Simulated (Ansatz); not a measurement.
# Appearance energy of a fragment ion: Al(CH3)2(SeH) → C2H6Al+ + HSe + e⁻

Species: Al(CH3)2(SeH), singlet; C2H6Al+ `[CH3][Al+][CH3]`, singlet; HSe, doublet. 

Shapes, held fixed at every level: PBE0-D4/def2-TZVP. Programs: Ansatz 0.2.0. Electronic energies: no zero-point or thermal term.

```csv
level,kind,ΔE (eV),less CCSD(T)/def2-TZVPP
HF/def2-SVP,Hartree–Fock,+8.75,-1.33
HF/def2-TZVPP,Hartree–Fock,+8.74,-1.34
PBE-D4/def2-TZVPP,GGA,+10.06,-0.02
B3LYP-D4/def2-TZVPP,global hybrid,+10.06,-0.02
wB97X-V/def2-TZVPP,range-separated hybrid,+10.09,+0.01
B2PLYP/def2-TZVPP,double hybrid,+9.94,-0.14
CCSD/def2-TZVPP,coupled cluster or CI,+9.97,-0.11
CCSD(T)/def2-TZVPP,coupled cluster or CI,+10.08,0.00
```

The highest level, CCSD(T)/def2-TZVPP, gives ΔE = +10.08 eV; the levels span +8.74 to +10.09. The column of differences is taken from that level and isn't an error. No measured value is set beside it here. Open shells run unrestricted unless RO is named. Relativity is left out for Se unless named. Correlated rows may include outer-core shells of Se, which these sets cover unevenly. The onset seen in experiment also holds zero-point changes and kinetic shifts.

Forming the dimethylaluminium cation and HSe costs about 10 eV at every correlated level, whereas Hartree–Fock gives only +8.74 eV in the larger basis. The main reason is the loss of an electron pair: the Al–Se bond is broken, one of its electrons leaves and the other remains on selenium. Correlation therefore stabilises the intact molecule more than the separated products, and Hartree–Fock makes the process too cheap. Triple excitations raise the CCSD value further, a smaller correction in the same direction.

The energy is the sum of homolytic Al–Se cleavage and ionisation of the dimethylaluminium radical, whose unpaired electron is largely aluminium-centred. The close match of PBE, B3LYP and wB97X-V to CCSD(T) thus supports their total, but not either step separately, since errors in the two could cancel. B2PLYP, at -0.14 eV, shows that a more elaborate functional isn't automatically closer here. The insensitivity of Hartree–Fock to basis set doesn't establish convergence of the coupled-cluster energy, because correlation converges much more slowly.
